Reading a gap in the compression curve of SnSe₂

1. The question

A compression curve says how much pressure a solid returns when its volume is reduced, and how much energy is stored in it. The curve of SnSe₂ below was computed with PBE, without a dispersion correction, and two neighbouring volumes in its middle are hidden. How closely do the other five rows fix the hidden pressures and energies, and what physics carries the curve across the gap?

GPAW 26.7.0, PBE without dispersion correction, spin polarisation or spin-orbit coupling, for SnSe₂ (P-3m1, 3 atoms per cell), with PAW data sets (gpaw-data 1.2.1), a 600 eV plane-wave cutoff, an 8×8×5 k mesh and Fermi-Dirac smearing of 0.05 eV. The given cell is scaled at fixed shape and atomic fractions; energies are counted from the minimum of the fitted curve.

```
volume (Å³/atom)  energy (meV/atom)  pressure (GPa)
           24.18             109.78          11.120
           24.70              77.53           8.980
           25.21              51.80           7.050
           25.73                  ?               ?
           26.24                  ?               ?
           26.76               7.46           2.380
           27.27               1.82           1.130
```

Volume and energy are counted per atom. Positive pressure means that the crystal pushes outwards and would expand if released. Energy is counted from the minimum of a fitted curve.

2. Two limits that shape the curve

Close to its resting volume, any stable solid acts like a spring. The stored energy grows with the square of the volume change, and the pressure follows a straight line. This is the limit of small changes.

Far from rest the spring fails in both directions. On strong compression the electron clouds of neighbouring atoms overlap, and the repulsion between them steepens as they approach. On strong expansion the attraction fades, so the force that pulls the atoms back must finally die away. Between these limits, pressure against volume is a curve that is steep on the compressed side and flattens towards larger volume.

The known rows show this bend. Between the two smallest volumes the pressure drops by 11.12 − 8.98 = 2.14 GPa, but between the two largest by only 2.38 − 1.13 = 1.25 GPa, for the same step in volume. Expressed as a stiffness, the pressure gained per relative loss of volume, this is 102 GPa at the compressed end and 66 GPa at the expanded end. The numbers establish the stiffening; that steepening repulsion causes it is the standard explanation, which this scan does not test separately.

3. A model that contains the bend

Repulsion depends on how close the atoms are, so it is convenient to measure compression through a length instead of the volume. The usual choice is the inverse square of that length. Let V be the volume and Vc the volume of the given cell, the row at 25.73 Å³/atom. The Eulerian strain is

x = ½ [(Vc/V)^(2/3) − 1]

It is zero at the given cell, positive on compression and negative on expansion. The third-order Birch-Murnaghan form takes the energy E as a cubic in x. The pressure P is the energy gained per volume removed, which gives

P = −dE/dV = (Vc/V)^(5/3) (a + b x + c x²)

The constant a is the pressure at the given cell, b describes how quickly pressure builds up, and c corrects the curvature. Pressure and energy were each fitted to the five known rows. The energy fit has four constants for five rows, so its closeness to those rows is weak evidence, and the hidden rows are the real test.

4. One forecast worked in full

Take the row at 26.24 Å³/atom, which was not part of the fit. Its volume is 1.02 times that of the given cell, so x = ½ [(1/1.02)^(2/3) − 1] = −0.006557. The pressure fit gives a = 5.325, b = 218.7 and c = 231.4 GPa. Then

P = (1/1.02)^(5/3) × (5.325 − 218.7 × 0.006557 + 231.4 × 0.006557²)
P = 0.9675 × (5.325 − 1.434 + 0.010) = 3.77 GPa

The three terms show where the answer comes from. Most of it is the pressure already present at the given cell, and the expansion by 2 % relieves somewhat more than a quarter of that. The term with c is tiny here because the point lies so near the cell from which strain is counted. The bend of the whole curve comes mostly from the factor in front and from the way x depends on V; c adds only a small part.

5. The forecasts

At 25.73 Å³/atom the pressure should be 5.33 ± 0.03 GPa and the energy 31.9 ± 0.1 meV/atom.

At 26.24 Å³/atom the pressure should be 3.77 ± 0.03 GPa and the energy 17.3 ± 0.1 meV/atom.

These ranges are judgements, not statistical limits. They allow for rounding, for a bend inside the gap that the outer rows do not fix, and for small jumps that arise because the set of plane waves changes with the cell. A sudden change of the electronic state between the known rows could spoil the forecast, but they give no sign of one: all five are semiconducting, and their band gap on the k mesh shrinks smoothly from 0.89 to 0.73 eV as the volume grows.

A plain spring, fitted as a straight line to the same five pressures, expects 5.8 and 4.2 GPa instead. The line already misses the known rows by up to 0.4 GPa, so it is a weak rival. It serves to show how much the bend matters inside the gap.

6. The computed values

The withheld rows as computed:

```
volume (Å³/atom)  energy (meV/atom)  pressure (GPa)
           25.73              31.94           5.320
           26.24              17.34           3.770
```

All four forecasts hold. Taken before rounding, the model's pressures miss by about 0.005 GPa and its energies by about 0.002 meV/atom or less, which is within the rounding of the table, 0.01 GPa and 0.01 meV/atom. The error bars were therefore much too cautious for this scan. The curve runs through the gap without a kink. The success favours a smooth bend over the straight line, but it does not single out the Birch-Murnaghan form: over so narrow a range of volumes, other smooth curves with a bend would come close too.

The spring is too high by 0.48 GPa at the smaller of the two volumes and by 0.39 GPa at the larger. The reason is geometric: the best straight line through a sagging curve lies above it in the middle and below it at the ends. Energy against volume sags as well, but there even a plain spring would do so, because its energy grows with the square of the volume change. A straight chord across the gap would have put the energy at 25.73 Å³/atom about 5 meV/atom above the forecast.

The fit output after this text gives the misses of each model. It also compares the slope of the fitted energy with the printed pressures, and in the known rows the two agree within 0.02 GPa. Energy and pressure thus describe the same curve, and each column is smooth enough to bridge the gap on its own.

7. Why the given cell pushes outwards

The revealed pressure at the given cell is more than 5 GPa, so within this calculation that cell is strongly compressed. Whether it is also too large for the real crystal depends on a measured volume, which this scan does not contain. If the given cell is close to the measured one, as is assumed here without a check, PBE without dispersion, at this fixed shape and with these fixed atomic fractions, prefers a crystal that is too large. Theory offers two reasons. SnSe₂ consists of Se-Sn-Se sandwiches that are held to one another largely by dispersion forces, which PBE describes too weakly, so the layers want to move apart. PBE also tends to make chemical bonds somewhat too long.

This scan changes all lengths in the same proportion, so it does not separate these two contributions. Two further runs could do so, one with and one without a dispersion correction, both with the shape of the cell and the height of the Se atoms free to relax. They would show how much of the excess volume lies between the layers, how much lies in the bonds, and what the correction changes in each.

8. Where the curve may be used

Between the computed volumes, the smooth curve is a sound guide to this calculation. Beyond them the ground is less firm. Every computed pressure is positive, so the scan stops before the crystal reaches rest. The pressure fit places zero pressure at 27.79 Å³/atom, but that is an extrapolation past the last row. The good result inside the gap supports interpolation and leaves the resting volume to be confirmed by runs at larger volumes.

The zero of energy lies at an extrapolated minimum too. A different estimate of that minimum would shift every energy by the same amount. Differences between rows, and with them the work of compression, would stay as they are.

The fixed shape matters more when the curve is set beside a measurement. A real layered crystal in a pressure cell gives way first where it is soft, by closing the space between its layers. Here the strong Sn-Se bonds are forced to shorten in step with that space, so the computed path should be stiffer than one on which the shape may relax. The pressures belong to this uniform squeeze and should not be read as those that would compress a real SnSe₂ crystal by the same volume.

Printed output of the fit:

```
fit of pressure on 5 rows: coefficient of wt 5.325 +/- 0.0032, coefficient of wt*strain 218.7 +/- 0.11, coefficient of wt*strain**2 231.4 +/- 11; rms 0.00234, worst 24.7 -0.00405, leave-one-out rms 0.00782
  rows outside the fit (model, value, miss): 25.73 5.325, 5.32, 0.00538; 26.24 3.775, 3.77, 0.00485
fit of energy on 5 rows: constant 31.94 +/- 0.0066, coefficient of strain 2571 +/- 0.62, coefficient of strain**2 52672 +/- 24, coefficient of strain**3 38118 +/- 1837; rms 0.00293, worst 24.7 -0.00455, leave-one-out rms 0.0268
  rows outside the fit (model, value, miss): 25.73 31.94, 31.94, 0.00212; 26.24 17.34, 17.34, -0.00114
fit of pressure on 5 rows: constant 88.06 +/- 3.5, coefficient of vol -3.197 +/- 0.14; rms 0.284, worst 25.21 0.398, leave-one-out rms 0.509
  rows outside the fit (model, value, miss): 25.73 5.803, 5.32, 0.483; 26.24 4.158, 3.77, 0.388
error bar of each pressure forecast, GPa: 0.03
error bar of each energy forecast, meV/atom: 0.1
stiffness between the two smallest volumes, GPa: 101.6
stiffness between the two largest volumes, GPa: 65.62
ratio of these stiffnesses: 1.549
energy slope less printed pressure, mean of known rows, GPa: 0.01264
largest size of that difference in known rows, GPa: 0.01747
straight chord above the energy forecast at 25.73, meV/atom: 5.078
extrapolated volume of zero pressure, A^3/atom: 27.79
```
